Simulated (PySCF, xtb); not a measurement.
## Two isomers of C2H5Ga

We compare X, `C=[CH][GaH2]`, a singlet, with Y, `[CH2]1[CH2][GaH]1`, a singlet. Both are isolated molecules in the gas phase, relaxed with PBE0-D4/def2-SVP; the shapes shown needn't be the lowest conformers.

X (Å):

```xyz
8

C    -0.4447    1.5111    0.4008
C    -0.6802    0.4468   -0.3822
Ga    0.5237    1.3158    2.0833
H    -0.8162    2.4861    0.0584
H    -0.3402   -0.5595   -0.1073
H    -1.2215    0.5202   -1.3346
H     0.8133    2.5435    3.0201
H     1.0042   -0.1341    2.4623
```

Y (Å):

| atom | x (Å) | y (Å) | z (Å) |
| --- | --- | --- | --- |
| C | -0.4440 | 0.4935 | 0.1354 |
| C | -0.1913 | 1.8489 | 0.8595 |
| Ga | 0.5247 | 0.3115 | 1.8126 |
| H | 0.0795 | 0.3468 | -0.8184 |
| H | -1.4892 | 0.1662 | 0.0606 |
| H | 0.4846 | 2.5527 | 0.3565 |
| H | -1.0783 | 2.3683 | 1.2450 |
| H | 1.2471 | -0.4307 | 2.9489 |

Q: Which of the two would you expect CCSD(T)/def2-SVP + ΔMP2/def2-TZVPP electronic energies to favour?

A: Structure X; the calculation gives E(Y) − E(X) = +20.4 kcal/mol.

The same difference at several levels:

| level | geometry | E(Y) − E(X) (kcal/mol) | departure from the last row (kcal/mol) | job, with rough time for the two |
| --- | --- | --- | --- | --- |
| PBE0-D4/def2-SVP | PBE0-D4/def2-SVP | +17.2 | −3.1 | optimisation, 60 s |
| HF/def2-SVP | PBE0-D4/def2-SVP | +29.7 | +9.3 | part of the CCSD(T) run |
| MP2/def2-SVP | PBE0-D4/def2-SVP | +20.2 | −0.1 | part of the CCSD(T) run |
| CCSD(T)/def2-SVP | PBE0-D4/def2-SVP | +22.8 | +2.5 | single point |
| CCSD(T)/def2-SVP + ΔMP2/def2-TZVPP | PBE0-D4/def2-SVP | +20.4 |  | single point, 52 s |

As drawn, Y has 1 C–C, 1 C–Ga, 1 C–H in place of 1 C=C, 1 Ga–H. Structure X has no ring, Y a 3-membered ring.

The levels shown agree on the order. The largest departure from CCSD(T)/def2-SVP + ΔMP2/def2-TZVPP is that of HF/def2-SVP, 9.3 kcal/mol. Levels run at GFN2-xTB geometries aren't shown. The last row adds to CCSD(T) the change of the MP2 difference between the two basis sets, here −2.5 kcal/mol.

With thermal terms from frequencies at re-optimised GFN2-xTB minima (ideal gas, soft modes damped towards free rotors, one conformer each, 298.15 K, 1 atm): the zero-point term adds +2.1 kcal/mol; ΔH is +22.2 and ΔG +23.3 kcal/mol.

The correlated steps freeze 11 core orbitals; the filled d shell of Ga is correlated, in a basis made for valence electrons. Run with PySCF 2.14.0, xtb 6.7.1; the last row on 2 threads of Arm Neoverse V1 on a shared host.

Vinylgallane is clearly favoured over the gallacyclopropane, and the order holds at every level shown. Closing the ring exchanges a Ga–H bond for a stronger C–H bond, but it also gives up the C=C π bond for a second, rather weak Ga–C σ bond. Ring strain probably tips the balance: three-coordinate gallium prefers wide, trigonal angles, whereas the ring forces a very acute C–Ga–C angle and bent bonds. Donation from the vinyl π bond into the empty Ga 4p orbital may help the open form slightly.

Hartree–Fock exaggerates the preference, so electron correlation stabilises the compact ring more than the open isomer. The zero-point term works the other way, as expected when a soft Ga–H stretch is replaced by a stiff C–H stretch, and the floppier open chain gains a little more from entropy.

The comparison doesn't identify the most stable C2H5Ga isomer: ethylgallium(I), in which gallium keeps its 4s lone pair, is an obvious competitor left out here.
